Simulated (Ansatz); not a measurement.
# Li: pressure and energy above lowest point against volume per atom

Equation of state of a cubic crystal from periodic Kohn-Sham density functional theory without spin; pressure corrected for the finite basis. The results are calculated, by Ansatz 0.2.0 development build.

Cell of the first row (space group Im-3m, No. 229):
```
cell vectors (Å)
  -1.6825     1.6825     1.6825
   1.6825    -1.6825     1.6825
   1.6825     1.6825    -1.6825
atoms (fractions of the cell vectors)
Li  0.00000  0.00000  0.00000
```

Settings of every row: formula Li; structure type bcc; functional PBE; spin treatment none; k mesh 45x45x45; occupation method fermi-dirac; occupation width 0.061225619 eV; wave cutoff 420 eV; datasets soft-1 PAW; density cutoff ratio 4.

| row | volume per atom (Å³) | pressure (GPa) | energy above lowest point (meV/atom) |
| --- | --- | --- | --- |
| 1 | 19.05 | 0.945 | 3.39 |
| 2 | 19.455 | 0.599 | 1.45 |
| 3 | 19.861 | 0.282 | 0.34 |
| 4 | 20.266 | -0.009 | 0 |
| 5 | 20.671 | ? | ? |
| 6 | 21.077 | -0.518 | 1.37 |
| 7 | 21.482 | -0.742 | 2.97 |

Question: what pressure and energy above lowest point should row 5 give?

Worked fit of pressure. Take u = (V_r/V)^(2/3) − 1 with V_r = 20.063 Å³ an atom, which is twice the finite (Eulerian) strain; such expansions in the strain, on which the Birch-Murnaghan equation of state is built, carry the rest volume and the bulk modulus. The shown rows have u = 0.03514, 0.02073, 0.00677, -0.00669, -0.03234, -0.04454. Least squares give pressure = 0.1338 + 21.568 × u + 43.01 × u² GPa; a straight line predicts inner rows, each left out in turn, worse (root mean square 0.027 against 0.00075 GPa). The rows lie off it by 0.000, 0.000, 0.000, 0.000, 0.001, 0.000. The pressure vanishes at u = -0.0063, or V = 20.25 Å³ an atom, and there the bulk modulus at fixed shape and fractions is B = −V dP/dV = (2/3)(1 + u) dP/du = 13.9 GPa. The withheld row has u = -0.01971, so the fit gives 0.1338 + 21.568 × (-0.01971) + 43.01 × (-0.01971)² = -0.275 GPa.

The calculation gave -0.274 GPa. The fit lies 0.001 GPa (0.059 % of the column's range) below it, one unit of the last digit.

Worked fit of energy above lowest point. Take u = (V_r/V)^(2/3) − 1 with V_r = 20.063 Å³ an atom, which is twice the finite (Eulerian) strain; such expansions in the strain, on which the Birch-Murnaghan equation of state is built, carry the rest volume and the bulk modulus. The shown rows have u = 0.03514, 0.02073, 0.00677, -0.00669, -0.03234, -0.04454. Least squares give energy above lowest point = 0.079 + 25.2 × u + 1990.3 × u² − 739 × u³ meV/atom; a parabola predicts inner rows, each left out in turn, worse (root mean square 0.014 against 0.00078 meV/atom). All shown rows lie on it to the printed digit. Its lowest point lies at u = -0.0063, or V = 20.25 Å³ an atom, and the curvature there gives the bulk modulus at fixed shape and fractions, B = (4/9)(1 + u)² E″(u)/V = 13.9 GPa. The withheld row has u = -0.01971, so the fit gives 0.079 + 25.2 × (-0.01971) + 1990.3 × (-0.01971)² − 739 × (-0.01971)³ = 0.36 meV/atom.

The calculation gave 0.36 meV/atom. The fit meets it to the printed digit.
